\noindent\textbf{Student:} You split the band energy into bond contributions, called the pieces COHP, and then said that they depend on where the zero of energy is put. A bond cannot know the zero of my energy scale.

\medskip\noindent\textbf{Lecturer:} The bond does not, but the bookkeeping does. I need four premises. First, $\hat H$ is a fixed Hermitian one-electron operator, lattice periodic and independent of spin, for instance a converged Kohn--Sham or Fock operator. Second, each cell carries $M$ normalised, linearly independent orbitals $\chi_{a\mathbf R}$, each assigned to an atom, and orbitals on the same atom are mutually orthogonal; that can be arranged atom by atom without mixing sites. Third, periodic boundary conditions hold over $N$ cells. Fourth, a level $\varepsilon$ holds $2f(\varepsilon)$ electrons, where $f$ depends only on $\varepsilon-E_F$ and the 2 counts spin. Define
\begin{equation}
H_{ab}(\mathbf R)=\langle\chi_{a\mathbf 0}|\hat H|\chi_{b\mathbf R}\rangle ,\qquad
S_{ab}(\mathbf R)=\langle\chi_{a\mathbf 0}|\chi_{b\mathbf R}\rangle .
\label{def}
\end{equation}
By periodicity the element between $\chi_{a\mathbf R'}$ and $\chi_{b\mathbf R''}$ is $H_{ab}(\mathbf R''-\mathbf R')$, and Hermiticity then gives $H_{ab}(\mathbf R)^*=H_{ba}(-\mathbf R)$. The same holds for $S$.

\medskip\noindent\textbf{Student:} Then Bloch sums, $|b\mathbf k\rangle=N^{-1/2}\sum_{\mathbf R}e^{i\mathbf k\cdot\mathbf R}|\chi_{b\mathbf R}\rangle$.

\medskip\noindent\textbf{Lecturer:} Yes. In $\langle a\mathbf k|\hat H|b\mathbf k'\rangle$ put $\mathbf R''=\mathbf R'+\mathbf R$. The sum $N^{-1}\sum_{\mathbf R'}e^{i(\mathbf k'-\mathbf k)\cdot\mathbf R'}$ gives $\delta_{\mathbf k\mathbf k'}$, and what remains fixes one Fourier convention for every matrix $X$ we meet:
\begin{equation}
X(\mathbf k)=\sum_{\mathbf R}e^{i\mathbf k\cdot\mathbf R}X(\mathbf R),\qquad
X(\mathbf R)=\frac1N\sum_{\mathbf k}e^{-i\mathbf k\cdot\mathbf R}X(\mathbf k).
\label{fourier}
\end{equation}
Making $\langle\hat H\rangle$ stationary for $\psi=\sum_b c_b|b\mathbf k\rangle$ at fixed norm gives $M$ solutions at each $\mathbf k$,
\begin{equation}
H(\mathbf k)c_{n\mathbf k}=\varepsilon_{n\mathbf k}S(\mathbf k)c_{n\mathbf k},\qquad
c_{m\mathbf k}^\dagger S(\mathbf k)c_{n\mathbf k}=\delta_{mn},
\label{secular}
\end{equation}
because linear independence makes $S(\mathbf k)$ positive definite. Multiplying from the left by $c_{n\mathbf k}^\dagger$ gives $\varepsilon_{n\mathbf k}=\sum_{ab}c_{a,n\mathbf k}^*H_{ab}(\mathbf k)c_{b,n\mathbf k}$. The band energy per cell is therefore
\begin{equation}
E_{\rm band}=\frac2N\sum_{n\mathbf k}f(\varepsilon_{n\mathbf k})\varepsilon_{n\mathbf k}
=\frac1N\sum_{\mathbf k}\sum_{ab}H_{ab}(\mathbf k)P_{ba}(\mathbf k),
\label{eband}
\end{equation}
with $P_{ba}(\mathbf k)=2\sum_nf(\varepsilon_{n\mathbf k})\,c_{b,n\mathbf k}c_{a,n\mathbf k}^*$. Insert the first half of \eqref{fourier} for $H$. The factor multiplying $H_{ab}(\mathbf R)$ is $N^{-1}\sum_{\mathbf k}e^{+i\mathbf k\cdot\mathbf R}P_{ba}(\mathbf k)$, which by the second half of \eqref{fourier} is $P_{ba}(-\mathbf R)$:
\begin{equation}
E_{\rm band}=\sum_{a,b,\mathbf R}H_{ab}(\mathbf R)\,P_{ba}(-\mathbf R).
\label{real}
\end{equation}
The same steps with $S$ in place of $H$ and 1 in place of $\varepsilon$ give the electrons per cell,
\begin{equation}
N_e=\sum_{a,b,\mathbf R}S_{ab}(\mathbf R)\,P_{ba}(-\mathbf R).
\label{count}
\end{equation}

\medskip\noindent\textbf{Student:} The minus sign looks like an accident of convention. And $P$ is simply the matrix of the density operator?

\medskip\noindent\textbf{Lecturer:} The sign closes a loop: $H$ takes you from $a$ in cell $\mathbf 0$ to $b$ in cell $\mathbf R$, and $P$ brings you back. The coefficient of $\chi_{b\mathbf R}$ in a Bloch state is $N^{-1/2}e^{i\mathbf k\cdot\mathbf R}c_b$, so $P_{ba}(-\mathbf R)$ is the occupied sum of that coefficient times the conjugate coefficient of $\chi_{a\mathbf 0}$. It is the coefficient of $|\chi_{b\mathbf R}\rangle\langle\chi_{a\mathbf 0}|$ in the density operator. The matrix elements of that operator are $SPS$, which equals $P$ only for $S=1$.

\medskip\noindent\textbf{Student:} The terms of \eqref{real} can be complex. How is a complex number a bond energy?

\medskip\noindent\textbf{Lecturer:} They come in conjugate pairs. $P(\mathbf k)$ is Hermitian, so $P_{ab}(\mathbf R)=P_{ba}(-\mathbf R)^*$, and the term $(b,a,-\mathbf R)$ is the complex conjugate of the term $(a,b,\mathbf R)$. We may take the real part of each term without changing the sum. Now resolve in energy. Write $f(\varepsilon)=\int f(E)\,\delta(E-\varepsilon)\,dE$ and define the density-of-states matrix
\begin{equation}
D_{ba}(\mathbf R;E)=\frac2N\sum_{n\mathbf k}\delta(E-\varepsilon_{n\mathbf k})\,c_{b,n\mathbf k}c_{a,n\mathbf k}^*\,e^{-i\mathbf k\cdot\mathbf R},
\label{dos}
\end{equation}
so that $P(\mathbf R)=\int f(E)D(\mathbf R;E)\,dE$. The crystal orbital Hamilton population of Dronskowski and Bl\"ochl (1993) and the overlap population of Hughbanks and Hoffmann (1983) are, for an ordered pair of orbitals on different atoms,
\begin{align}
{\rm COHP}_{ab\mathbf R}(E)&={\rm Re}\,[H_{ab}(\mathbf R)D_{ba}(-\mathbf R;E)],\label{cohp}\\
{\rm COOP}_{ab\mathbf R}(E)&={\rm Re}\,[S_{ab}(\mathbf R)D_{ba}(-\mathbf R;E)].\label{coop}
\end{align}
I include both spins and leave $f$ outside, so the curves run through the empty states too. COHP is dimensionless, COOP has the unit ${\rm J}^{-1}$. Call a term on-site if $\mathbf R=\mathbf 0$ and $a,b$ sit on the same atom, and off-site otherwise. At zero temperature $f$ is a step and \eqref{real} becomes
\begin{equation}
E_{\rm band}=\sum_{\rm on}H_{ab}(\mathbf 0)P_{ba}(\mathbf 0)+\sum_{\rm off}\int_{-\infty}^{E_F}{\rm COHP}_{ab\mathbf R}(E)\,dE .
\label{partition}
\end{equation}
The integrals are called ICOHP, and ICOOP likewise. The off-site sum runs over ordered pairs, so one bond is worth twice the ordered value. Negative COHP lowers $E_{\rm band}$ and is read as bonding; for COOP the bonding sign is positive.

\medskip\noindent\textbf{Student:} So \eqref{partition} is exact within the basis. Now shift the zero. I add $c$ to the diagonal of $H$, the hopping elements stay put, and COHP cannot move.

\medskip\noindent\textbf{Lecturer:} That is the step that fails. Moving the zero means $\hat H'=\hat H+c\hat 1$. Put this into \eqref{def}: the matrix of the unit operator is $S$, so
\begin{equation}
H'_{ab}(\mathbf R)=H_{ab}(\mathbf R)+c\,S_{ab}(\mathbf R).
\label{shift}
\end{equation}
Adding $c$ to the diagonal alone would in general change level spacings. With \eqref{shift}, equation \eqref{secular} gives $(H+cS)c_{n\mathbf k}=(\varepsilon_{n\mathbf k}+c)Sc_{n\mathbf k}$. The coefficients and their norm are unchanged and every level moves by $c$. At fixed $N_e$ the Fermi level moves by $c$ as well, so the occupations and $P$ are unchanged, and \eqref{dos} gives $D'(\mathbf R;E+c)=D(\mathbf R;E)$. Insert this and \eqref{shift} into \eqref{cohp} and \eqref{coop}, using that $c$ is real:
\begin{align}
{\rm COOP}'_{ab\mathbf R}(E+c)&={\rm COOP}_{ab\mathbf R}(E),\label{coopshift}\\
{\rm COHP}'_{ab\mathbf R}(E+c)&={\rm COHP}_{ab\mathbf R}(E)+c\,{\rm COOP}_{ab\mathbf R}(E).\label{cohpshift}
\end{align}
COOP slides along the axis. COHP slides and also changes its height. Integrating to the shifted Fermi level gives ${\rm ICOHP}'={\rm ICOHP}+c\,{\rm ICOOP}$.

\medskip\noindent\textbf{Student:} I still want to know where a constant potential finds anything to do with a bond.

\medskip\noindent\textbf{Lecturer:} Count electrons. The band energy must change by $cN_e$. On one atom $S_{ab}(\mathbf 0)=\delta_{ab}$, so \eqref{count} reads
\begin{equation}
N_e=\sum_aP_{aa}(\mathbf 0)+\sum_{\rm off}{\rm ICOOP}_{ab\mathbf R}.
\label{mulliken}
\end{equation}
These are Mulliken's net and overlap populations. The partition books some electrons on atoms and some on pairs, and every electron pays $c$ to the account on which it is booked. The on-site sum changes by $c\sum_aP_{aa}(\mathbf 0)$, each bond by $c$ times its overlap population. A pair with non-zero ICOOP can thus be given any ICOHP, of either sign. For real matrix elements both the curve and its integral vanish at $c=-H_{ab}/S_{ab}$.

\medskip\noindent\textbf{Student:} If $S=1$, COOP vanishes and COHP is safe. But you said \emph{only} in an orthogonal basis. COOP is a product, and $D_{ba}$ could vanish instead.

\medskip\noindent\textbf{Lecturer:} For a single pair you are right. By \eqref{cohpshift} its curve is invariant exactly when its COOP vanishes at all energies, which $S_{ab}(\mathbf R)=0$ for that pair alone secures, and ICOHP at one filling is invariant if ICOOP happens to cross zero there. The claim concerns all off-site curves together, and it needs a proof. Collect the $M$ eigenvectors at one $\mathbf k$ in a square matrix $C$. The normalisation in \eqref{secular} reads $C^\dagger SC=1$, so $C$ is invertible, $S=(C^\dagger)^{-1}C^{-1}=(CC^\dagger)^{-1}$, and $\sum_nc_{n\mathbf k}c_{n\mathbf k}^\dagger=S(\mathbf k)^{-1}$. Integrating \eqref{dos} over all energies then gives
\begin{equation}
\int_{-\infty}^{\infty}D_{ba}(\mathbf R;E)\,dE=2\,T_{ba}(\mathbf R),
\label{full}
\end{equation}
where $T(\mathbf R)$ is the transform \eqref{fourier} of $S(\mathbf k)^{-1}$, that is, the inverse of the overlap matrix of the whole crystal. The diagonal element of $ST=1$ is $\sum_{b\mathbf R}S_{ab}(\mathbf R)T_{ba}(-\mathbf R)=1$, and its on-site part is $T_{aa}(\mathbf 0)$. Hence, for each orbital $a$,
\begin{equation}
\sum_{(b,\mathbf R)\ {\rm off}}\int_{-\infty}^{\infty}{\rm COOP}_{ab\mathbf R}\,dE=2\,[1-T_{aa}(\mathbf 0)].
\label{row}
\end{equation}
Let $e$ be the unit column that selects $\chi_{a\mathbf 0}$. The Cauchy--Schwarz inequality for the vectors $S^{1/2}e$ and $S^{-1/2}e$ gives
\begin{equation}
1=|(S^{1/2}e)^\dagger S^{-1/2}e|^2\le(e^\dagger Se)(e^\dagger S^{-1}e)=T_{aa}(\mathbf 0),
\label{cs}
\end{equation}
with equality only if the two vectors are parallel, that is $Se\propto e$, which says that $\chi_{a\mathbf 0}$ overlaps nothing else. Now suppose every off-site COHP curve is origin independent. Then every COOP vanishes, the left side of \eqref{row} is zero, equality holds in \eqref{cs} for every $a$, and $S=1$. The converse is immediate from \eqref{coop}. So orthogonality is necessary and sufficient.

\medskip\noindent\textbf{Student:} And in that basis the partition is invariant.

\medskip\noindent\textbf{Lecturer:} The off-site part is. The on-site sum then carries the whole shift $cN_e$. Equation \eqref{full} also gives a sum rule,
\begin{equation}
\int_{-\infty}^{\infty}{\rm COHP}_{ab\mathbf R}\,dE=2\,{\rm Re}\,[H_{ab}(\mathbf R)T_{ba}(-\mathbf R)].
\label{sumrule}
\end{equation}
For $S=1$, $T_{ba}(-\mathbf R)=\delta_{ab}\delta_{\mathbf R\mathbf 0}$, and each off-site COHP integrates to zero: bonding and antibonding areas cancel pair by pair.

\medskip\noindent\textbf{Student:} Then a filled band has no bonding. The valence bands of silicon are filled.

\medskip\noindent\textbf{Lecturer:} The proof used all $M$ eigenvectors. The integral runs over every band that the basis generates, empty ones included. In an orthogonal $sp^3$ basis for silicon there are eight bands and four are filled; the rule says that the four empty ones carry the opposite of what the four filled ones carry. A single band satisfies the rule by itself when $M=1$. Note also that \eqref{sumrule} contains $T$, not $S$. For three orbitals in a row with $S_{12}=S_{23}=s$ and $S_{13}=0$, inversion gives $T_{31}=s^2/(1-2s^2)$. The pair 1--3 is origin independent and still breaks the sum rule if $H_{13}\ne0$.

\medskip\noindent\textbf{Student:} Can I not repair COHP and keep my overlapping atomic orbitals?

\medskip\noindent\textbf{Lecturer:} Subtract a reference that moves with the origin. With $\bar\varepsilon_{ab}=\frac12[H_{aa}(\mathbf 0)+H_{bb}(\mathbf 0)]$, which shifts by $c$ since $S_{aa}(\mathbf 0)=1$, form $W={\rm COHP}-\bar\varepsilon_{ab}\,{\rm COOP}$. By \eqref{coopshift} and \eqref{cohpshift} the two terms $c\,{\rm COOP}$ cancel, and $W'(E+c)=W(E)$. Or orthogonalise symmetrically after L\"owdin (1950): $\tilde H=S^{-1/2}HS^{-1/2}$ and $\tilde c=S^{1/2}c$ turn \eqref{secular} into $\tilde H\tilde c=\varepsilon\tilde c$, and \eqref{shift} into $\tilde H+c\,1$. Both repairs are invariant, and they give different numbers.

\medskip\noindent\textbf{Student:} Then state plainly where all this holds.

\medskip\noindent\textbf{Lecturer:} Equations \eqref{real} to \eqref{sumrule} are identities of linear algebra under the four premises. They hold for metals and insulators; at finite temperature $\int^{E_F}dE$ becomes $\int f\,dE$; for collinear spin polarisation they hold for each spin without the factor 2; a molecule is the case $N=1$, $\mathbf R=\mathbf 0$. The limits are these. (i) The states must solve \eqref{secular} in the basis used for the analysis. If they are projected from a larger basis, \eqref{real} and \eqref{full} hold only up to what the projection loses. (ii) The orbitals must stay fixed under the shift, and $H$ must transform as \eqref{shift}. A recipe such as $H_{ab}=KS_{ab}\bar\varepsilon_{ab}$ moves by $KcS_{ab}$, so for $K\neq1$ it defines a different model at each origin. (iii) $S$ must be safely invertible; near linear dependence $T$ grows without bound. (iv) $\hat H$ is frozen: the empty part of the curve does not describe what happens when electrons are really added. (v) $E_{\rm band}$ is not the total energy, and ICOHP is not a dissociation energy. (vi) Origin independence is not basis independence. In practice, ICOHP values with overlap, say for a Si--H bond in two different slabs, can be compared only on a common stated origin, and a periodic calculation supplies none by itself.

\medskip\noindent\textbf{Student:} Show me sizes. H$_2$, one orbital per atom.

\medskip\noindent\textbf{Lecturer:} First in symbols. Let $H_{aa}=H_{bb}=\alpha$, $H_{ab}=\beta$, $S_{ab}=S$, all real. Symmetry gives $c_{g,u}=(1,\pm1)/\sqrt{2(1\pm S)}$ and $\varepsilon_{g,u}=(\alpha\pm\beta)/(1\pm S)$. From \eqref{dos}, $D_{ba}=\delta(E-\varepsilon_g)/(1+S)-\delta(E-\varepsilon_u)/(1-S)$. For the bond, both ordered pairs together,
\begin{equation}
{\rm COHP}_{\rm bond}(E)=\frac{2\beta}{1+S}\,\delta(E-\varepsilon_g)-\frac{2\beta}{1-S}\,\delta(E-\varepsilon_u),
\label{h2cohp}
\end{equation}
and COOP has $S$ in place of $\beta$. With $g$ doubly occupied every element of $P$ equals $p=1/(1+S)$, and
\begin{equation}
E_{\rm band}=2\varepsilon_g=2p\alpha+2p\beta ,\qquad N_e=2=2p+2pS .
\label{h2part}
\end{equation}
For $\hat H$ I take the closed-shell Fock operator, whose natural zero is an electron at rest at infinity. The inputs are hydrogen $1s$ functions $e^{-r/a_0}/\sqrt{\pi a_0^3}$ and a separation $\rho a_0$ with $\rho=1.4$, that is $74.08$ pm, a typical bond length. Integrals are in units of $E_h=e^2/(4\pi\epsilon_0a_0)=4.360$ aJ, with $1\ {\rm aJ}=10^{-18}$ J. I carry all digits and print rounded values. The standard closed forms, with lengths in $a_0$, are
\begin{align}
S&=e^{-\rho}(1+\rho+\rho^2/3)=0.7529,\nonumber\\
j&=\langle a|r_B^{-1}|a\rangle=\rho^{-1}-e^{-2\rho}(1+\rho^{-1})=0.6100,\nonumber\\
k&=\langle a|r_A^{-1}|b\rangle=e^{-\rho}(1+\rho)=0.5918 .
\end{align}
Each orbital is an eigenfunction of kinetic energy plus its own nuclear attraction with eigenvalue $-\frac12$, so the core elements are $h_{aa}=-\frac12-j=-1.1100$ and $h_{ab}=-\frac12S-k=-0.9683$. With $(\mu\nu|\lambda\sigma)$ the repulsion of the charge $\mu\nu$ with the charge $\lambda\sigma$, $A=(aa|aa)=5/8$ and
\begin{align}
B&=(aa|bb)=\tfrac1\rho-e^{-2\rho}\big(\tfrac1\rho+\tfrac{11}8+\tfrac{3\rho}4+\tfrac{\rho^2}6\big)=0.5035,\nonumber\\
C&=(aa|ab)=e^{-\rho}\big(\rho+\tfrac18+\tfrac5{16\rho}\big)-e^{-3\rho}\big(\tfrac18+\tfrac5{16\rho}\big)=0.4259,\nonumber\\
G&=(ab|ab)=\tfrac15e^{-2\rho}\big(\tfrac{25}8-\tfrac{23\rho}4-3\rho^2-\tfrac{\rho^3}3\big)\nonumber\\
&\quad+\tfrac6{5\rho}\big[S^2(\gamma+\ln\rho)-\bar S^2E_1(4\rho)+2S\bar SE_1(2\rho)\big]=0.3233,
\end{align}
where $\bar S=e^{\rho}(1-\rho+\rho^2/3)$, $\gamma$ is Euler's constant and $E_1(x)=\int_x^\infty e^{-t}t^{-1}dt$.

\medskip\noindent\textbf{Student:} No self-consistency loop?

\medskip\noindent\textbf{Lecturer:} Symmetry has fixed $P$ already, $p=0.5705$. The Fock matrix is $h_{\mu\nu}+\sum_{\lambda\sigma}P_{\lambda\sigma}[(\mu\nu|\lambda\sigma)-\frac12(\mu\lambda|\nu\sigma)]$. For $aa$ the two sums over $\lambda\sigma$ are $A+B+2C$ and $A+2C+G$; for $ab$ they are $2C+2G$ and $B+2C+G$. Therefore
\begin{align}
\alpha/E_h&=h_{aa}+p\,(A/2+B+C-G/2)=-0.4938,\nonumber\\
\beta/E_h&=h_{ab}+p\,(C+3G/2-B/2)=-0.5923,
\end{align}
or $\alpha=-2.153$ aJ and $\beta=-2.582$ aJ, with $\varepsilon_g=-2.701$ aJ and $\varepsilon_u=+1.739$ aJ. Of the two electrons $2p=1.141$ are booked on the atoms and $2pS=0.859$ on the bond. A shift $c$ turns the two parts of \eqref{h2part} into $2p(\alpha+c)$ and $2p(\beta+cS)$. All entries are in aJ.
\begin{center}
\begin{tabular}{lrrrr}
\hline
zero of energy at & $c$ & on-site & ICOHP & $E_{\rm band}$\\
\hline
vacuum & $0$ & $-2.456$ & $-2.946$ & $-5.403$\\
$(\varepsilon_g+\varepsilon_u)/2$ & $0.481$ & $-1.907$ & $-2.533$ & $-4.440$\\
$\alpha$ & $2.153$ & $0$ & $-1.097$ & $-1.097$\\
$\varepsilon_g$ & $2.701$ & $0.626$ & $-0.626$ & $0$\\
$\beta/S$ & $3.430$ & $1.457$ & $0$ & $1.457$\\
\hline
\end{tabular}
\end{center}
One wavefunction, five bond strengths, and beyond $c=3.430$ aJ the $g$ orbital would be labelled antibonding. The third row is the integrated invariant $W$, $2p(\beta-\alpha S)=2(\varepsilon_g-\alpha)$.

\medskip\noindent\textbf{Student:} And the L\"owdin basis?

\medskip\noindent\textbf{Lecturer:} $S^{-1/2}$ has the eigenvectors $(1,\pm1)/\sqrt2$ with eigenvalues $(1\pm S)^{-1/2}$, so its elements are $\frac12[(1+S)^{-1/2}\pm(1-S)^{-1/2}]$ and $\tilde\chi_a=1.384\,\chi_a-0.628\,\chi_b$. The matrix $\tilde H$ has the same eigenvectors with eigenvalues $\varepsilon_{g,u}$, so $\tilde\alpha=\frac12(\varepsilon_g+\varepsilon_u)=-0.481$ aJ and $\tilde\beta=\frac12(\varepsilon_g-\varepsilon_u)=-2.220$ aJ, and every element of $\tilde P$ is 1. The bond term is $2\tilde\beta=\varepsilon_g-\varepsilon_u=-4.440$ aJ at every origin, and the on-site term is $2\tilde\alpha+2c$, or $-0.962$ aJ at the vacuum zero; the sum is again $2\varepsilon_g+2c$. The $u$ peak has weight $+4.440$ aJ, so the sum rule holds. With overlap, \eqref{h2cohp} gives the $u$ peak $-2\beta/(1-S)=+20.905$ aJ at the vacuum zero, and the full integral is $-4\beta S/(1-S^2)=+17.959$ aJ, as \eqref{sumrule} demands with $T_{ba}=-S/(1-S^2)$. The COOP weights $0.859$ and $-2S/(1-S)=-6.095$ add to $-4S^2/(1-S^2)=-5.236$, negative as \eqref{row} and \eqref{cs} require.

\medskip\noindent\textbf{Student:} So $-4.440$ aJ is the real bond strength.

\medskip\noindent\textbf{Lecturer:} No. It is invariant, and so is $-1.097$ aJ. The orbital $\tilde\chi_a$ has a large tail on atom $B$, so site and bond mean something else there, and the value is minus the gap to an empty Hartree--Fock level that depends strongly on the basis. Nor is either a binding energy. The total energy is $E_{\rm band}-J_{gg}+E_h/\rho$, because $2\varepsilon_g$ counts the repulsion $J_{gg}=\frac12p^2(A+B+4C+2G)E_h=2.468$ aJ twice and omits the nuclear repulsion $E_h/\rho=3.114$ aJ. Both terms are as large as the bond terms in the table. They give $-4.756$ aJ, which lies $0.396$ aJ below two hydrogen atoms at $-E_h$. All these numbers are the model's, not the molecule's: with unscaled $1s$ functions and no correlation it binds only about half as strongly as is typical for H$_2$, roughly $0.76$ aJ.